## How far can GaAs be stretched before its gap closes?

In gallium arsenide a hundredth of an ångström of bond length is worth about a tenth of an electronvolt of band gap. In terms of volume, an expansion of one per cent costs the gap somewhat less than 0.1 eV. Both figures come from calculations in the local density approximation (LDA), in which the crystal is stretched evenly in all directions and keeps its cubic shape. The table gives the volume per atom, the shortest distance between a Ga and an As atom, and the band gap.

Ansatz 0.2.0, all-electron LAPW calculations with the LDA functional, scalar-relativistic and without spin polarization, for zincblende GaAs (F-43m) scaled evenly to each volume. All runs use an 11×11×11 k mesh, Fermi–Dirac smearing of 0.05 eV and a basis error target of 0.5 meV/atom. The band gap is the Kohn–Sham gap between bands 22 and 23 on this mesh.

| volume (Å³/atom) | shortest distance (Å) | band gap (eV) |
| --- | --- | --- |
| 21.234 | 2.398 | 0.753 |
| 21.686 | 2.415 | 0.591 |
| 22.138 | 2.432 | 0.434 |
| 22.364 | 2.440 | 0.357 |
| 22.590 | 2.448 | 0.282 |
| 22.816 | 2.456 | 0.209 |
| 23.041 | 2.464 | ? |
| 23.493 | 2.480 | 0.000 |
| 23.945 | 2.496 | 0.000 |

One gap is withheld, at 23.041 Å³/atom. It lies between a row with a clear gap and two rows that read zero. To predict it, one has to know why the gap shrinks and what the zeros mean.

### Two levels that approach each other

The gap of GaAs is direct. Both of its edges lie at Γ, the point of reciprocal space where the wave repeats identically from cell to cell. At 21.686 Å³/atom the levels at Γ show a threefold level at the top of the filled bands and a single level 0.591 eV above it, which is exactly the gap in the table.

The character of these levels is standard semiconductor physics. The single level is built mainly from s orbitals on Ga and As that meet with opposite sign. The wave has a node between the atoms, so the level is antibonding, and the interaction between neighbours pushes it up. When the atoms move apart this interaction weakens and the level sinks. The threefold level is built mainly from p orbitals.

The computed levels confirm which edge does the moving. An infinite crystal has no natural zero of energy, so the edges are compared here with deep core levels. Between 21.686 and 23.493 Å³/atom the single level falls by about 0.7 eV against the 3s level of As, and the threefold level by only about 0.1 eV. The 3s level of Ga as reference gives the same picture.

The simple bonding argument does not explain everything. The p-like level is bonding, so weaker bonds alone should raise it, yet it sinks slightly. Core levels also shift a little with their surroundings, and these data do not separate the two effects. The distance between the two edges needs no such reference, and it is the quantity to model.

### What the zeros hide

At 23.493 Å³/atom the single level lies 0.005 eV below the threefold one. The two have just changed places. Counted without the smearing of the occupations, the single level now takes two electrons, which leaves four for a threefold level that has room for six. Cubic symmetry keeps its three members at the same energy, so filled and empty states touch and the gap is zero.

The zero is therefore no point on the curve that the open gaps follow. The smooth quantity is the separation of the levels, single minus threefold, which passes through zero and turns negative. The band gap equals this separation only while it is positive. For this reason the last two rows have no place in a fit of the gap.

### A model with two constants

If a wave is stretched together with its crystal, its kinetic energy falls as the inverse square of the length. The interaction between orbitals on neighbouring atoms follows roughly the same rule. This suggests for the separation $E$

$$E = A + B\left(\frac{d_0}{d}\right)^2 = A + B\left(\frac{V_0}{V}\right)^{2/3},$$

where $d$ is the shortest distance, $V$ the volume, and $d_0$ and $V_0$ their values in the row at 22.590 Å³/atom. The second form holds because the volume grows as the cube of the distance.

The constants were fitted to the six known rows with an open gap, which gives $B = 11.17$ eV. $A$ is almost as large with the opposite sign, and the gap is the small remainder. Both values depend on the power assumed in the law, so neither should be read as the energy of an orbital.

A common alternative is a constant deformation potential, which means that equal percentage changes of volume always change the gap by equal amounts. The table comes close to this but does not quite obey it. The change per unit of $\ln V$ weakens from 7.65 eV over the first three rows to 7.46 eV from the third to the sixth. The inverse-square law contains such a weakening, and a straight line in $\ln V$ does not.

### The prediction

The estimate can be done by hand from the row at 22.590 Å³/atom, which was part of the fit and has a gap of 0.282 eV. At the withheld volume the factor $(22.590/23.041)^{2/3}$ is 0.9869. The gap should therefore be smaller by $11.17 \times (1 - 0.9869) \approx 0.146$ eV, which leaves 0.136 eV.

How far can this be trusted? The known gaps fall ever more gently with volume, so the curve bends upwards. A straight continuation of the open rows must then come out too low, and a straight line drawn to the level separation at 23.493 Å³/atom too high. The two give 0.134 and 0.138 eV. The constant deformation potential gives 0.132 eV.

The forecast is that the gap is still open, at **0.136 ± 0.004 eV**. The range covers the other form of the law and the rounding of the table. That the gap is small but open is no achievement of the model, because the notes that accompany the data already list this row among those with a small gap.

The withheld rows as computed:

| volume (Å³/atom) | shortest distance (Å) | band gap (eV) |
| --- | --- | --- |
| 23.041 | 2.464 | 0.136 |

### What the hit is worth

The computed gap is 0.136 eV, equal to the forecast in every digit that the table gives. The constant deformation potential misses by 0.004 eV, at the edge of the stated range. A close hit was to be expected, since the withheld row lies between known open gaps and a known crossing of levels.

The crossing itself is a somewhat harder test, because it lies further from the fitted rows. At 23.493 Å³/atom the inverse-square law gives a separation of −0.006 eV, against −0.005 eV from the computed levels. The straight line in $\ln V$ gives −0.015 eV. The inverse-square law puts the closing of the LDA gap at 23.47 Å³/atom. The output printed below shows both fits.

This supports the inverse-square form over the range of the table, but it does not prove the reasoning behind it. Another smooth law with nearly the same curvature would do as well. At 23.945 Å³/atom the model predicts a clearly negative separation, and the zero gap agrees with that. A zero gap confirms only the sign, however. The run also gives the levels at Γ, which would test the size of the separation, −0.143 eV in the model, but that comparison is not made here.

### Using the result

The runs themselves record no warnings. The notes that accompany the data do list four of the rows as having a small gap, with the general caution, not drawn from these runs, that such a gap may come from the mesh of sampled points. The question is then whether the mesh has found the true edges. Here the mesh contains Γ, where both edges lie, and the flagged gaps continue the trend of the others. The caution gives no reason to doubt the gaps in this case.

The size of the gap is another matter. LDA gives 0.282 eV at 22.590 Å³/atom, while real GaAs has roughly 1.5 eV, a recalled figure. Spin–orbit coupling is missing from the calculation, but it would raise the top of the filled bands and make the gap smaller still, by about a tenth of an electronvolt. The shortfall is thus the well-known fault of the functional. Real GaAs would not lose its gap at the expansion where this series does.

The slope is more useful than the gap itself. In the rows with an open gap, one per cent of volume changes it by about 0.075 eV, so a computed gap means little unless the volume is stated with it. The computed pressure changes sign between 21.686 and 22.138 Å³/atom, so a crystal relaxed in LDA would settle there. Its gap would lie between 0.591 and 0.434 eV, well above the value at 22.590 Å³/atom, although the material and the method are the same.

Silicon shows why the character of the edge matters. Its lowest empty states do not lie at Γ and are not of this antibonding s type. Its gap responds to volume much more weakly, and it grows slightly when the crystal expands. To guess the trend for a related semiconductor, one should first ask which level forms the lower edge of the empty bands. If it is the antibonding s-like level at Γ, stretching can be expected to narrow the gap.

Numerical output:

```
fit of band_gap on 6 rows (vol < 23.4): constant -10.89 +/- 0.011, coefficient of x 11.17 +/- 0.011; rms 0.000356, worst 22.816 -0.000536, leave-one-out rms 0.000531
  rows outside the fit (model, value, miss): 23.041 0.1361, 0.136, 9.79e-05; 23.493 -0.005778, 0, -0.00578; 23.945 -0.1432, 0, -0.143
fit of band_gap on 6 rows (vol < 23.4): constant 0.2822 +/- 0.00093, coefficient of lnv -7.58 +/- 0.029; rms 0.00142, worst 22.816 -0.00225, leave-one-out rms 0.00265
  rows outside the fit (model, value, miss): 23.041 0.1324, 0.136, -0.00363; 23.493 -0.01489, 0, -0.0149; 23.945 -0.1593, 0, -0.159
gap change per unit of ln V, first three rows, eV: -7.651
gap change per unit of ln V, third to sixth row, eV: -7.459
single level minus triplet at volume 21.686, eV: 0.5907
single level minus triplet at volume 23.493, eV: -0.00472
shift of single level against As 3s from 21.686 to 23.493, eV: -0.6752
shift of triplet against As 3s from 21.686 to 23.493, eV: -0.07976
shift of single level against Ga 3s from 21.686 to 23.493, eV: -0.708
shift of triplet against Ga 3s from 21.686 to 23.493, eV: -0.1125
inverse-square model less level separation at 23.493, eV: -0.001058
constant-deformation-potential model less level separation at 23.493, eV: -0.01017
upper estimate at 23.041 from chord to the level separation at 23.493, eV: 0.138
lower estimate at 23.041 from straight continuation of third to sixth row, eV: 0.1343
inverse-square model less constant-deformation-potential model at 23.041, eV: 0.003732
volume where the inverse-square model closes the gap, Å³/atom: 23.47
```
